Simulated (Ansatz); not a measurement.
How methods differ on [SiPH4]− (SMILES [SiH2-]P)

[SiPH4]−: 6 atoms, total charge -1, spin state singlet. SMILES: `[SiH2-]P`. Geometry: relaxed at GFN2-xTB. This is one conformer, not always the lowest.

```xyz
6

Si    0.3577   -1.0198   -0.1326
P    -0.3552    1.0714    0.1326
H    -0.3871   -1.6006    1.0369
H    -0.6421   -1.4081   -1.1859
H     0.4074    1.5654   -0.8998
H     0.6193    1.3917    1.0488
```

Quantity: the energy change with the P2–H5 bond stretched from 1.375 to 2.751 Å, in eV. The values are calculated.

```csv
level,kind,program,value (eV),CPU time (all runs)
SVWN5/STO-3G (restricted),LDA,Ansatz,4.15,1.2 s
PBE/STO-3G (restricted),GGA,Ansatz,3.88,1.8 s
r2SCAN/STO-3G (restricted),meta-GGA,Ansatz,4.22,3.8 s
BHLYP/STO-3G (restricted),global hybrid,Ansatz,5.40,1.7 s
r2SCAN0/STO-3G (restricted),hybrid meta-GGA,Ansatz,4.94,3.7 s
CAM-B3LYP/STO-3G (restricted),range-separated hybrid,Ansatz,5.11,2 s
wB97M-V/STO-3G (restricted),range-separated hybrid,Ansatz,5.22,20 s
B2PLYP/STO-3G (restricted),double hybrid,Ansatz,4.63,2.2 s
RPA@PBE/STO-3G (restricted),RPA,Ansatz,3.82,2.6 s
CCSDTQ/STO-3G (restricted),coupled cluster or CI,Ansatz,3.92,7.4 s
```

Sets without diffuse functions describe the anion poorly. The first shape isn't each level's own minimum. The values span 3.82 to 5.40 eV. All rows use very small basis sets, so even the best lies far from the true value. CPU times are rough (shared hosts, several kinds of processor): they show what a rung costs within a factor of a few.

Stretching the P–H bond separates the functionals mainly by their exact exchange. The semilocal ones stay near the CCSDTQ value of 3.92 eV, while every hybrid lies above them, up to 5.40 eV for BHLYP. As the bond opens, its σ and σ* orbitals approach degeneracy, and a single closed-shell determinant keeps too much ionic character. Exact exchange exposes the missing left-right correlation, which semilocal exchange partly mimics. Adding it to r2SCAN raises the energy from 4.22 to 4.94 eV. B2PLYP breaks a simple ordering by exchange fraction, since its perturbative correlation brings it below the other hybrids, and RPA, with its nonlocal correlation, falls slightly below CCSDTQ.

PBE comes closest to the coupled-cluster value, probably through cancellation of errors, so this stretch does not support ranking it above the hybrids for bonds near equilibrium. Nor do the energies show whether the negative charge stays on the Si–P fragment or leaves partly with the hydrogen as hydride.
